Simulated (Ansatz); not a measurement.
# SiPb: the change of pressure with volume per atom

All results are calculated (Ansatz 0.2.0). Periodic Kohn-Sham DFT of a crystal at fixed atoms; pressure and stress are positive in compression; the energy is the free energy less that of spherical unpolarised free atoms; site moments are those in the method's own spheres, positive along +z.

Cell of the first row (space group Fm-3m, No. 225):
```
SiPb
1.0
      0.0000     2.8912     2.8912
      2.8912     0.0000     2.8912
      2.8912     2.8912     0.0000
Pb Si
1 1
Direct
  0.00000 0.00000 0.00000
  0.50000 0.50000 0.50000
```

Settings of every row: method frozen-core PAW; functional PBE; relativity scalar; k mesh 13x13x13; filling fermi-dirac; smearing width 0.05 eV; wave cutoff 420 eV; paw set soft_2.

Atom start moment: 0 on all atoms.

Limits: no spin-orbit coupling on heavy atoms; the cell comes from a prototype or a list of computed structures and needn't be the stable phase.

| row | volume per atom (Å³) | pressure (GPa) |
| --- | --- | --- |
| 1 | 24.167 | 2.303 |
| 2 | 24.67 | 1.081 |
| 3 | 25.174 | ? |
| 4 | 25.677 | -0.98 |
| 5 | 26.181 | -1.846 |

Question: what pressure should row 3 give?

Worked fit of pressure. Take u = (V_r/V)^(2/3) − 1 with V_r = 25.174 Å³ an atom, which is twice the finite (Eulerian) strain; such expansions in the strain, on which the Birch-Murnaghan equation of state is built, carry the rest volume and the bulk modulus. The shown rows have u = 0.02759, 0.01357, -0.0131, -0.02581. Least squares give pressure = −0.01 + 77.252 × u + 237.9 × u² GPa; a straight line predicts inner rows, each left out in turn, worse (root mean square 0.098 against 0.0029 GPa). The rows lie off it by 0.001, -0.001, 0.001, -0.001. The pressure vanishes at u = 0.0001, or V = 25.17 Å³ an atom, and there the bulk modulus at fixed shape and fractions is B = −V dP/dV = (2/3)(1 + u) dP/du = 51.5 GPa. The withheld row has u = 0, so the fit gives −0.01 + 77.252 × (0) + 237.9 × (0)² = -0.010 GPa.

The calculation gave -0.008 GPa. The fit lies 0.002 GPa (25 % of the value, 0.048 % of the column's range) below it; its largest miss of a shown row is 0.001 GPa.
